Q: I put Kr5+ ions in a 3850 eV beam. How strong should the photoelectron lines be?

A: In an independent-particle Dirac-Hartree-Slater calculation the ion presents about 0.1 Mb, 86% of it from n = 2 and under 1% from n = 4. Per electron, carry three sizes: 10 kb for n = 2, 1 to 2 kb for 3s and 3p, 0.2 to 0.3 kb for 3d, 4s and 4p (1 kb = 10⁻²⁵ m²). The K shell, bound by roughly 14 keV (a recalled figure), is closed.

Subshell photoionisation of Kr5+, [Ar] 3d10 4s2 4p1, at photon energy 3850.0 eV, from Radial Dirac-Fock and Kohn-Sham solver 2. Bound and continuum orbitals use the initial state's Dirac-Hartree-Slater potential with a Latter tail; thresholds are from Dirac-Fock ΔSCF. Cross sections include all multipoles in the length form; beta uses the dipole term alone.

```
subshell  cross section (kb)   beta
      L1               21.47  1.998
      L2               21.08  1.419
      L3               39.13  1.448
      M1               3.743  1.998
      M2               2.646  1.380
      M3               4.911  1.408
      M4              0.6891  0.807
      M5              0.9887  0.786
      N1              0.6107  1.998
      N2             0.06218  1.371
      N3              0.1166  1.398
```

L1, M1 and N1 are 2s, 3s and 4s; L2, M2 and N2 are the p1/2 subshells and L3, M3 and N3 the p3/2; M4 and M5 are 3d3/2 and 3d5/2. Each cross section σ covers the whole subshell. Beta fixes the dipole angular pattern 1 + β P2(cos θ), with θ measured from the polarisation.

Q: L3 is nearly twice L2, and M5 nearly 1.5 times M4. Is this just electron counting?

A: Within a spin-orbit pair, almost: L3/L2 is 1.856 against 2, and M5/M4 is 1.435 against 1.5. Across shells it collapses. One cross section per electron, fitted to all eleven rows, misses by a typical factor of 5, and the per-electron values span a factor of 65. Counting does matter for N2 and N3, where the run spreads the single 4p electron as 1/3 and 2/3, so N3 > N2 is imposed. In the real 4p1/2 ground level N3 is empty, and rescaling N2 to one electron gives 3 × 0.06218 = 0.187 kb.

Q: Then is it binding, each orbital acting like hydrogen with its own screened charge?

A: That can be tested without fitting. For a one-electron ion of charge Z the nonrelativistic dipole result per electron, in atomic units, is

σ = (4π²α ω/3) [l R−² + (l+1) R+²]/(2l+1)

with ω the photon energy, α the fine-structure constant and R± the radial integrals to the energy-normalised continuum waves l ± 1. With Slater charges (model B in the printed analysis after this text) the table lies within 8% of the model for 2s, 2p and 3s. It lies above the model by factors of 1.5 for 3p, about 7 for 4s, 35 for 3d and 40 for 4p. A charge of 10, meant to describe the outer lobes of 4p, says little about how 4p absorbs a keV photon.

Q: Why not?

A: A free electron cannot absorb a photon, because something must take up momentum, and here the nucleus does. In a Coulomb field the commutator of H with the momentum turns the integral over r into one over the force:

R = ⟨f| Z/r² |i⟩ / ω²

The weight sits at small r, and the oscillating continuum wave cancels what lies further out. Here ω = 3850/27.2 ≈ 141.5 hartree, so for an outer electron k ≈ √(2ω) ≈ 17 per bohr and 1/k ≈ 0.06 bohr, while n²/Z for 4p is 1.6 bohr. The region grows with l: in the hydrogenic model with the L-shell charge the l + 1 integral reaches half its value by 0.02 bohr for s, about 0.1 bohr for p and 0.177 bohr for 3d. In that inner region binding energies of M and N electrons are small beside the potential, so M and N orbitals of equal l have nearly one shape and differ in amplitude. Hydrogen far above threshold is the simple analogue: σ of ns follows the density at the nucleus, 1/n³. The analogy stops at the amplitude, since in hydrogen one charge fixes shape and amplitude together. It gives 3s/4s = 64/27 = 2.37, and the table gives 6.13.

Q: Can the numbers tell shape from amplitude?

A: Beta is free of the amplitude, but it tests the field the outgoing electron crosses more than the shape of the bound orbital. It depends on R−/R+, which changes modestly with the charge, and on the phase difference of the two waves, which in a Coulomb field has the size arctan(Z/(kl)) + arctan(Z/(k(l+1))) and changes strongly. The s rows, 1.998 against the nonrelativistic 2, carry no information on this. Model C gives every orbital the L-shell charge 31.85, so it equals B for n = 2 by construction. For 3d the table has 0.795 (averaged over j), C gives 0.782 and B 0.369; for 4p the three values are 1.389, 1.203 and 0.339. The large inner charge is closer for 3p too. For 4p, Z/k is 0.6 in B and about 2 in C, and this phase change makes most of the gap; how close C comes for 3d depends on the charge chosen. It still lets the p beta fall by about 0.2 from 2p to 4p, where the table falls by 0.05; the fall comes mostly from the Coulomb phase, because C binds 2p by Z²/8 hartree, about nine tenths of the photon energy, so Z/k drops from about 6 for 2p to about 2 for 4p. These betas are dipole-only, so at keV energies they do not give your full angular distribution.

Q: And the cross sections?

A: Unfitted, C overshoots every M and N orbital. If only the amplitude is wrong, each orbital needs one factor below 1. Nothing forces the factors to be equal within a shell, but for the penetrating s and p orbitals they come out close at this charge: table/C is 0.534 and 0.560 for 3s and 3p, 0.205 and 0.198 for 4s and 4p. Take 4p as a trial. C gives 0.1788/0.198 = 0.90 kb per electron. Borrowing the factor from 4s alone, with 4p unused, gives 0.90 × 0.205 = 0.185 kb, 3 to 4% above the table's 0.179, a closeness that depends on the charge chosen for C. The same loan from 3s to 3d overshoots by 0.534/0.269 = 2. Three shell factors fitted to the seven j-summed orbitals leave a typical miss factor of 1.25, with 3d worst. Theory reads the factors as screening: an outer orbital spends more of its norm in the weak field far out, and 3d, held off the nucleus by its centrifugal barrier, is screened more than 3s. Fitted factors do not prove that. The calculation also omits interchannel coupling and 4s²4p–4p³ mixing, whose effect on the weak 3d and N lines is untested.

Q: Why is the lower-j line stronger per electron, and what changes in a neighbouring case?

A: The excess is 7.7, 7.8 and 6.7% for 2p, 3p and 4p, and 4.5% for 3d. Its near constancy with n fits a shared inner shape. Relativistic contraction of p1/2 is an established contributor, and (Zα)² = 6.9% gives the order only. By the same argument, removing the 4p electron takes away 0.1788 of 95.447 kb, or 0.2%, and should disturb the inner region little, so the total should barely move. Raising the photon energy below the K edge shrinks 1/k, and since orbitals start as r^l, 3d should lose ground to 3p and 3p to 3s.

The analysis program printed:

```
A: sigma = c x electrons, fitted c = 0.995 kb; table rounding: sigma below 0.05 %, beta 0.0005
row  electrons  kb per electron  table/A
L1  2.000  10.7350  10.78
L2  2.000  10.5400  10.59
L3  4.000  9.7825  9.83
M1  2.000  1.8715  1.88
M2  2.000  1.3230  1.33
M3  4.000  1.2277  1.23
M4  4.000  0.1723  0.17
M5  6.000  0.1648  0.17
N1  2.000  0.3054  0.31
N2  0.333  0.1865  0.19
N3  0.667  0.1749  0.18
A typical miss factor 5.29; largest/smallest: rows 629, per electron 65
sum 95.447 kb (run total 95.447); shares L 85.6 %, M 13.6 %, N 0.8 %
M2/N2: table 42.6, per electron 7.09; (Z alpha)^2 = 6.9 %
L3/L2 = 1.856 (counting 2.0); lower j larger by 7.7 %; beta L3-L2 +0.029
M3/M2 = 1.856 (counting 2.0); lower j larger by 7.8 %; beta M3-M2 +0.028
N3/N2 = 1.875 (counting 2.0); lower j larger by 6.7 %; beta N3-N2 +0.027
M5/M4 = 1.435 (counting 1.5); lower j larger by 4.5 %; beta M5-M4 -0.021
per electron 2s/3s 5.74, 3s/4s 6.13; hydrogen small-r weights 3.38, 2.37
per electron 2p/3p 7.97, 3p/4p 7.04; hydrogen small-r weights 2.85, 2.25
p/s per electron: n=2 0.935, n=3 0.673, n=4 0.585; 4p/3d 1.066
B: Slater charge; C: charge 31.85 for all; shell factors n=2 0.988, n=3 0.432, n=4 0.202
orbital  Slater Z  table kb/electron  table/B  table/C  table/(C x factor)
2s  31.85  10.7350  0.928  0.928  0.939
2p  31.85  10.0350  1.053  1.053  1.065
3s  24.75  1.8715  1.019  0.534  1.237
3p  24.75  1.2595  1.505  0.560  1.296
3d  14.85  0.1678  34.632  0.269  0.624
4s  10.00  0.3054  6.868  0.205  1.017
4p  10.00  0.1788  39.757  0.198  0.984
B: typical miss factor 7.93, worst 4p 39.76
C: typical miss factor 2.83, worst 4p 0.20
C x factor: typical miss factor 1.25, worst 3d 0.62
beta (j-weighted): table, B, C, B-table, C-table
2p  1.438  1.410  1.410  -0.028  -0.028
3p  1.398  1.050  1.260  -0.348  -0.138
4p  1.389  0.339  1.203  -1.050  -0.186
3d  0.795  0.369  0.782  -0.425  -0.012
C, radius (bohr) where l+1 integral first reaches half: 2s 0.021, 2p 0.114, 3s 0.020, 3p 0.096, 3d 0.177, 4s 0.020, 4p 0.092
orbital size n^2/Z Slater (bohr): 2s 0.13, 2p 0.13, 3s 0.36, 3p 0.36, 3d 0.61, 4s 1.60, 4p 1.60
```
